**Q:** I want to treat this yttrium disilicide as a spring, with one bulk modulus and a pressure proportional to the change in volume. The volume changes by only a few per cent. Where would that go wrong?

YSi2 in the AlB2 structure type, computed with Ansatz 0.2.0: plane-wave PAW, PBEsol, scalar-relativistic, no spin polarisation, 420 eV cutoff, 10 × 10 × 8 k mesh. Gaussian smearing is 0.05 eV, with energies extrapolated to zero smearing. Starting from the relaxed reference cell, shape and atoms were free to relax at each fixed volume; pressure is positive in compression.

```csv
V/V(ref),volume (Å³/atom),energy less that of the reference cell (meV/atom),pressure (GPa)
0.960,17.87,9.3,4.11
0.980,18.24,2.3,1.97
1.000,18.62,0.0,0.01
1.020,18.99,2.1,-1.77
1.040,19.36,8.1,-3.29
```

**A:** Read the pressure column in steps. Each row adds the same amount of volume, so a spring would lower the pressure by the same amount each time. Yet the first step lowers it by 4.11 − 1.97 = 2.14 GPa and the last by only 3.29 − 1.77 = 1.52 GPa, with the two middle steps falling in order between them. The crystal resists less and less as it expands.

**Q:** Could that be numerical scatter, or a slightly wrong bulk modulus?

**A:** The signs of the errors tell you. Take the bulk modulus from the two rows at 2% volume change and draw the straight line. At 0.96 it lies 0.37 GPa below the computed pressure, and at 1.04 it lies 0.45 GPa below. A wrong slope would give errors of opposite sign on the two sides. Errors of the same sign, growing outwards, mean that the true curve bends. The cell is the same hexagonal metal at every volume, so the bend needs no change of phase. The shape was free to relax, but at 0.98 and 1.02 it did so only part of the way. The ratio c/a is 0.950 and 0.956 there, against 0.953 in the reference, and the stresses along and across the hexagonal axis still differ by 0.14 and 0.11 GPa. That is not what causes the bend: the outer rows, where these stresses agree to about 0.01 GPa, show it by themselves, with 4.11 GPa on one side and 3.29 GPa on the other.

**Q:** Does the energy show it too?

**A:** Yes, as a lopsided valley. A spring has a parabola for its energy, which here gives 8.7 meV/atom for a 4% change in either direction. The calculation gives 9.3 for compression and 8.1 for expansion. Adding up the pressure over the volume also returns about 9.3 and 8.0, so energies and stresses agree on the asymmetry.

**Q:** Why should a solid behave like this?

**A:** At rest, two large tendencies balance. Electrons squeezed into less space gain kinetic energy, and the ion cores begin to overlap; both push the crystal apart. The attraction between electrons and ions pulls it together. The repulsion varies faster with volume, so under compression it takes over and the crystal stiffens. Under expansion it dies away quickly, and what remains is an attraction that itself weakens with distance. This is general theory, since the calculation delivers only the total.

**Q:** Can you turn that into a formula?

**A:** Let the repulsive energy vary as V^(−m) and the attractive energy as −V^(−n), with m larger than n. Write v for V/V(ref). The two pressures cancel at v = 1, so they share one prefactor c:

P = c [v^(−m−1) − v^(−n−1)]

Now set v = 1 + x and expand for small x. The first-order term is −c(m − n)x, so the bulk modulus is B = c(m − n). With the second-order term the result is

P ≈ −Bx + B(m + n + 3)x²/2

The first term is your spring. The second is positive on both sides, which is why the straight line lies too low on both.

**Q:** What value should I take for m + n + 3?

**A:** It equals 1 + B′, where B′ is the rise of the bulk modulus per unit of pressure. Kinetic energy of an electron gas goes as V^(−2/3) and electrostatic attraction as V^(−1/3), which gives B′ = 3. Core repulsion is steeper and raises it. A common choice is B′ = 4, which is built into the second-order Birch equation of state.

**Q:** Please work it through for 4% compression.

**A:** The rows at 0.98 and 1.02 give B = (1.97 + 1.77)/0.04 = 93.5 GPa. The spring term at x = −0.04 is then 93.5 × 0.04 = 3.74 GPa. The bending term is 93.5 × (5/2) × 0.0016 = 0.37 GPa. Together they make 4.11 GPa, the computed value, and this row played no part in setting B.

For 4% expansion the same two terms give −3.74 + 0.37 = −3.37 GPa, against −3.29 computed. The full Birch law gives 4.14 and −3.39 GPa for these two rows, so the exact match at 0.96 owes something to the higher terms left out of the expansion; the output after this text compares the full law with the simpler laws at every volume.

**Q:** Could I rescue the single bulk modulus by applying it to the current volume instead of the original one?

**A:** Only a small part of the error goes away. That recipe gives a logarithm, P = −B ln v, and at 0.96 it yields 3.82 GPa. It recovers about 0.08 of the 0.37 GPa that the straight line lacks. This is the 1 in 1 + B′, which comes merely from how the bulk modulus is defined. The larger share is B′ itself, a real change in stiffness.

**Q:** Then I can read B′ off the table?

**A:** Only roughly. The pressures at 2% give 3.8, those at 4% give 4.3, and a more flexible Birch–Murnaghan fit to the energies of the same calculation gives 4.65. Curvature is what remains when two nearly opposite pressures are added, so small errors count heavily. For the inner pair, rounding the pressures to 0.01 GPa can alone shift B′ by about 0.5. The bend is certain, but the exact value 4 is not established.

**Q:** What does this mean for an engineering estimate?

**A:** Relative to the computed pressure, the spring is wrong by 5 to 6% at a volume change of 2%, and by 9% in compression and 14% in expansion at 4%. To leading order the relative error is (1 + B′)|x|/2, which doesn't contain B. A stiffer compound with a similar B′ therefore has the same percentage error at the same volume change, but needs more pressure to get there.

Carry over that reasoning rather than the 93.5 GPa. The calculation describes an ideal crystal with every silicon site filled, whereas real hexagonal yttrium disilicide is short of silicon. It also combines PBEsol with atomic datasets made for PBE, which may slightly shift the absolute bulk modulus.

**Q:** Does the Birch law settle the matter, then?

**A:** Not at the expanded end. At 1.04 the crystal pulls back with 0.10 GPa less than the law predicts, about 3% of the computed pressure and clearly more than the miss at 0.96. Part of it may lie in the law itself, which fixes B′ at 4. A larger B′ would bring the law closer at 1.04, but push it further off at 0.96, where it is already too high, so this can't be the whole cause. A little may come from the shape, which relaxed almost completely here but only in part in the rows that set B. The rest may be a real response of the electrons to expansion, or an effect of the finite k mesh; neither has been tested. Would the extra softening survive a denser mesh and more closely spaced volumes beyond 1.02?

Output of the analysis:

```
Bulk modulus from the pressures at 0.98 and 1.02 (GPa): 93.5
Pressure in GPa:
   row  computed  straight line  constant bulk modulus  Birch second order
  0.96      4.11           3.74                  3.817               4.142
  0.98      1.97           1.87                  1.889               1.967
   1.0      0.01              0                      0                   0
  1.02     -1.77          -1.87                 -1.852               -1.78
  1.04     -3.29          -3.74                 -3.667              -3.391
Predicted less computed pressure in GPa:
   row  straight line  constant bulk modulus  Birch second order
  0.96          -0.37                -0.2931             0.03168
  0.98           -0.1               -0.08105           -0.003145
   1.0          -0.01                  -0.01               -0.01
  1.02           -0.1               -0.08155           -0.009661
  1.04          -0.45                -0.3771             -0.1006
Energy in meV/atom:
   row  computed  parabola  Birch second order  parabola less computed  Birch less computed
  0.96       9.3     8.693               9.304                  -0.607             0.004335
  0.98       2.3     2.173               2.248                 -0.1267             -0.05236
   1.0         0         0                   0                       0                    0
  1.02       2.1     2.173               2.103                 0.07326             0.002662
  1.04       8.1     8.693               8.142                   0.593              0.04237
Straight line, error in size of pressure at 0.96 (%): -9.002
Straight line, error in size of pressure at 0.98 (%): -5.076
Straight line, error in size of pressure at 1.02 (%): 5.65
Straight line, error in size of pressure at 1.04 (%): 13.68
Expected size of that error at 4% volume change for a B' of 4 (%): 10
Local bulk modulus between 0.96 and 0.98 (GPa): 103.8
Local bulk modulus between 0.98 and 1.00 (GPa): 97.02
Local bulk modulus between 1.00 and 1.02 (GPa): 89.89
Local bulk modulus between 1.02 and 1.04 (GPa): 78.28
Energy of 4% compression over energy of 4% expansion (ratio): 1.148
Energy at 0.96 from integrating the pressure (meV/atom): 9.297
Energy at 1.04 from integrating the pressure (meV/atom): 8.027
B' from the curvature of pressure, inner pair (no unit): 3.813
Largest rounding error of that inner value (no unit): 0.5348
B' from the curvature of pressure, outer pair (no unit): 4.348
B' from the third-order fit to the energies (no unit): 4.65
```
